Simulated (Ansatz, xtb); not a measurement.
# Relative energy of two isomers of C2H10Ge2O

Structure I is `C[CH2][GeH2][O][GeH3]`, a singlet and structure II is `[CH3][GeH]([CH3])[O][GeH3]`, a singlet. Both are isolated molecules in the gas phase, relaxed with B3LYP-D3(BJ)/def2-SVP; each stands in its lowest conformer found.

Estimate E(II) − E(I) at the level CCSD(T)/def2-SVP + ΔMP2/def2-TZVPP.

Calculated at CCSD(T)/def2-SVP + ΔMP2/def2-TZVPP: E(II) − E(I) = −47.3 kJ/mol, so structure II lies lower.

The same difference at several levels:

```json
{"level": "GFN2-xTB", "geometry": "GFN2-xTB", "E(II) − E(I) (kJ/mol)": "−0.8", "departure from the last row (kJ/mol)": "+46.5", "job, with rough time for the two": "optimisation, 0.25 s"}
{"level": "HF/STO-3G", "geometry": "GFN2-xTB", "E(II) − E(I) (kJ/mol)": "−47.5", "departure from the last row (kJ/mol)": "−0.2", "job, with rough time for the two": "single point, 0.64 s"}
{"level": "r2SCAN-D4/def2-SVP", "geometry": "GFN2-xTB", "E(II) − E(I) (kJ/mol)": "−41.3", "departure from the last row (kJ/mol)": "+6.1", "job, with rough time for the two": "single point, 5 s"}
{"level": "B3LYP-D3(BJ)/def2-SVP", "geometry": "B3LYP-D3(BJ)/def2-SVP", "E(II) − E(I) (kJ/mol)": "−36.5", "departure from the last row (kJ/mol)": "+10.8", "job, with rough time for the two": "optimisation, 64 s"}
{"level": "HF/def2-SVP", "geometry": "B3LYP-D3(BJ)/def2-SVP", "E(II) − E(I) (kJ/mol)": "−37.2", "departure from the last row (kJ/mol)": "+10.1", "job, with rough time for the two": "part of the CCSD(T) run"}
{"level": "MP2/def2-SVP", "geometry": "B3LYP-D3(BJ)/def2-SVP", "E(II) − E(I) (kJ/mol)": "−36.6", "departure from the last row (kJ/mol)": "+10.7", "job, with rough time for the two": "part of the CCSD(T) run"}
{"level": "CCSD(T)/def2-SVP", "geometry": "B3LYP-D3(BJ)/def2-SVP", "E(II) − E(I) (kJ/mol)": "−33.2", "departure from the last row (kJ/mol)": "+14.1", "job, with rough time for the two": "single point"}
{"level": "CCSD(T)/def2-SVP + ΔMP2/def2-TZVPP", "geometry": "B3LYP-D3(BJ)/def2-SVP", "E(II) − E(I) (kJ/mol)": "−47.3", "departure from the last row (kJ/mol)": "", "job, with rough time for the two": "single point, 2.2 min"}
```

As drawn, II has 1 C–Ge, 1 C–H in place of 1 C–C, 1 Ge–H.

GFN2-xTB finds them nearly level. The largest departure from CCSD(T)/def2-SVP + ΔMP2/def2-TZVPP is that of GFN2-xTB, 46.5 kJ/mol. The last row adds to CCSD(T) the change of the MP2 difference between the two basis sets, here −14.1 kJ/mol, a large step that makes the value less sure.

With thermal terms from frequencies at re-optimised GFN2-xTB minima (ideal gas, soft modes damped towards free rotors, one conformer each, 298.15 K, 1 atm): the zero-point term adds −0.1 kJ/mol; ΔH is −44.9 and ΔG −50.9 kJ/mol.

The correlated steps freeze 21 core orbitals; the filled d shell of Ge is correlated, in a basis made for valence electrons. Run with Ansatz 0.2.0, xtb 6.7.1; the last row on 4 threads of Arm Neoverse V1 on a shared host.

Placing both carbons on germanium as methyl groups is clearly favoured over joining them in an ethyl chain. The Ge–O–Ge linkage is common to both isomers, so the preference comes mainly from exchanging a C–C and a Ge–H bond for a C–Ge and a C–H bond. The strong C–H bond gained in place of a weaker Ge–H bond outweighs the loss of C–C for C–Ge. Germanium's lower electronegativity probably helps, since a second carbon substituent adds another polar Ge–C bond at the oxygen-bearing centre.

Hartree–Fock, MP2 and CCSD(T) lie close together in the def2-SVP basis, which suggests that the preference is already present at the mean-field level and that correlation changes it only modestly. The near-perfect match of HF/STO-3G is therefore best read as a cancellation of errors. Thermal terms leave the order intact. The result concerns thermodynamic preference only and says nothing about the barrier to interconversion, which would require breaking strong covalent bonds.
